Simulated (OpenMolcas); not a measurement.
## SiH3OF (SMILES O[SiH2]F): methods side by side

SiH3OF has 6 atoms, charge 0, and is taken as a singlet. SMILES: `O[SiH2]F`. The coordinates come from a PBE0-D4/def2-TZVP relaxation. This is one conformer, not always the lowest.

```xyz
6

O    -0.8535   -0.2092   -0.9241
Si    0.3783   -0.0093    0.1239
F     0.1808   -0.9228    1.4178
H    -1.7142    0.1502   -0.7056
H     1.5956   -0.4585   -0.5758
H     0.4551    1.3856    0.6176
```

Quantity: the dipole moment, in D. The values are calculated.

```csv
level,kind,program,value (D),CPU time
HF/aug-cc-pVDZ,Hartree–Fock,OpenMolcas,1.72,12 s
BLYP/aug-cc-pVDZ,GGA,OpenMolcas,1.53,40 s
PBE/aug-cc-pVDZ,GGA,OpenMolcas,1.53,37 s
revPBE/aug-cc-pVDZ,GGA,OpenMolcas,1.52,37 s
M06-L/aug-cc-pVDZ,meta-GGA,OpenMolcas,1.57,55 s
TPSS/aug-cc-pVDZ,meta-GGA,OpenMolcas,1.53,50 s
r2SCAN/aug-cc-pVDZ,meta-GGA,OpenMolcas,1.56,49 s
PBE0/aug-cc-pVDZ,global hybrid,OpenMolcas,1.60,34 s
```

The values span 1.52 to 1.72 D. CPU times are rough (shared hosts, several kinds of processor): they show what a rung costs within a factor of a few.

The dipole reflects strongly polarised Si–F and Si–O bonds, in which electropositive silicon gives up density to fluorine and oxygen. The Si–H bonds are weakly polarised toward hydrogen, while the O–H bond has its positive end at hydrogen. The total is a vector sum of these contributions, so its modest size does not imply weakly polar bonds.

Hartree–Fock gives the largest value, 1.72 D, all the semilocal functionals lie lower, and PBE0 falls between the two groups at 1.60 D. With the geometry held fixed, this ordering comes from the electron density, probably because exact exchange keeps more charge on fluorine and oxygen than semilocal exchange does. Moving from GGA to meta-GGA has no uniform effect: M06-L and r2SCAN rise slightly, whereas TPSS coincides with PBE and BLYP at 1.53 D.

The calculations therefore support a clearly polar molecule whose dipole depends only moderately on the functional, but without a correlated wavefunction or experimental reference, the close agreement among the semilocal values is no evidence of their accuracy.
